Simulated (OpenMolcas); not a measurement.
# GaSiH4O: a line through the functionals

The species is GaSiH4O (7 atoms), meant as a doublet with charge 0. As SMILES, `[SiH3][O][GaH]`. Geometry: relaxed at PBE0-D4/def2-TZVP. This is one conformer, not always the lowest.

The electronic atomisation energy y, in eV, basis cc-pVDZ; a is the functional's share of exact exchange. Programs: OpenMolcas 26.06.

```
functional     program     a  y (eV)
      UPBE  OpenMolcas     0   19.99
  U-r2SCAN  OpenMolcas     0   20.32
    UB3LYP  OpenMolcas   0.2       ?
     UPBE0  OpenMolcas  0.25   19.70
    UBHLYP  OpenMolcas   0.5   19.43
```

Fit y = c + s·a to the known rows and predict UB3LYP.


1. Means of the 4 rows: a = 0.1875, y = 19.860.
2. Σ(Δa)² = 0.17188, Σ(Δa·Δy) = -0.255, so the slope is -0.255/0.17188 = -1.4836.
3. Intercept: 19.860 − (-1.4836) × 0.1875 = 20.138. The largest residual of the fit is 0.18.
4. UB3LYP: 20.138 + (-1.4836) × 0.2 = 19.84 eV.

The run gave 19.87 eV, so the prediction is off by -0.03 eV, within the largest residual. The rows mix families of semi-local functionals, which the line can't see.

The atomisation energy falls as exact exchange is added, most cleanly from UPBE (19.99 eV) to UPBE0 (19.70 eV), which share a semi-local parent. Semi-local exchange keeps the exchange hole compact and so mimics part of the left-right correlation in the Si–O, Ga–O and hydride bonds. Exact exchange removes that contribution, which matters more in the molecule than in the separated atoms, so binding weakens.

The fitted slope isn't a pure measure of this effect. The two functionals without exact exchange differ by more than UPBE and UPBE0 do, and the high U-r2SCAN value steepens the line. That gap probably owes much to the Si–H bonds, which PBE tends to underbind. The other three fitted rows alone are nearly collinear with a shallower slope, and would place UB3LYP further below its computed value. The close prediction therefore rests partly on compensation between functional families. Nor does the trend show which functional is most accurate, since a small double-zeta basis generally lowers atomisation energies and can mask overbinding.
